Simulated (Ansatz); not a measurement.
## Ligand exchange: C2H3BrF2 + C2H7Al → C2H4F2 + C2H6AlBr

Species: C2H3BrF2 (2-bromo-1,1-difluoroethane) `FC(F)CBr`, singlet; C2H7Al `C[CH2][AlH2]`, singlet; C2H4F2 `CC(F)F`, singlet; C2H6AlBr `C[CH2][AlH][Br]`, singlet. The partners trade Br for H: C–Br and Al–H bonds give way to C–H and Al–Br.

Shapes, held fixed at every level: PBE0-D4/def2-TZVP. Flexible molecules stand in one conformer, not always the lowest. Programs: Ansatz 0.2.0. Electronic energies: no zero-point or thermal term.

```tsv
level	kind	ΔE (kJ/mol)	less CCSD(T)/def2-TZVPP
r2SCAN-D4/def2-TZVPP	meta-GGA	-254.7	-7.3
PBE0-D4/def2-TZVPP	global hybrid	-250.0	-2.6
wB97M-V/def2-TZVPP	range-separated hybrid	-249.7	-2.3
B2PLYP/def2-TZVPP	double hybrid	-251.3	-3.9
MP2/def2-TZVPP	perturbation theory	-253.3	-5.9
CCSD/def2-TZVPP	coupled cluster or CI	-249.4	-2.0
CCSD(T)/def2-TZVPP	coupled cluster or CI	-247.4	0.0
```

The highest level, CCSD(T)/def2-TZVPP, gives ΔE = -247.4 kJ/mol; the levels span -254.7 to -247.4. The column of differences is taken from that level and isn't an error. No measured value is set beside it here. Relativity is left out for Br unless named. Correlated rows may include outer-core shells of Br, which these sets cover unevenly.

Exchanging Br for H is strongly exothermic at every level, and the spread between methods is small beside the reaction energy itself. The driving force is the pairing of partners: electropositive aluminium gives up a hydridic hydrogen for the more electronegative bromine, forming a strong, polar Al–Br bond, probably helped a little by bromine lone-pair donation into the empty p orbital on Al. At the same time, carbon trades a fairly weak C–Br bond for a much stronger C–H bond, so both halves of the exchange favour the products.

The close agreement suggests that much of the correlation error cancels, as both sides are closed-shell and have the same number of electron-pair bonds. MP2 makes the exchange somewhat too favourable relative to CCSD(T), while CCSD is already within 2.0 kJ/mol, so connected triples matter little here. The energies support a strong thermodynamic preference for hydrodebromination by the monomeric alane, but they don't show how far association through bridging hydride or bromide would shift it, or whether the exchange is fast.
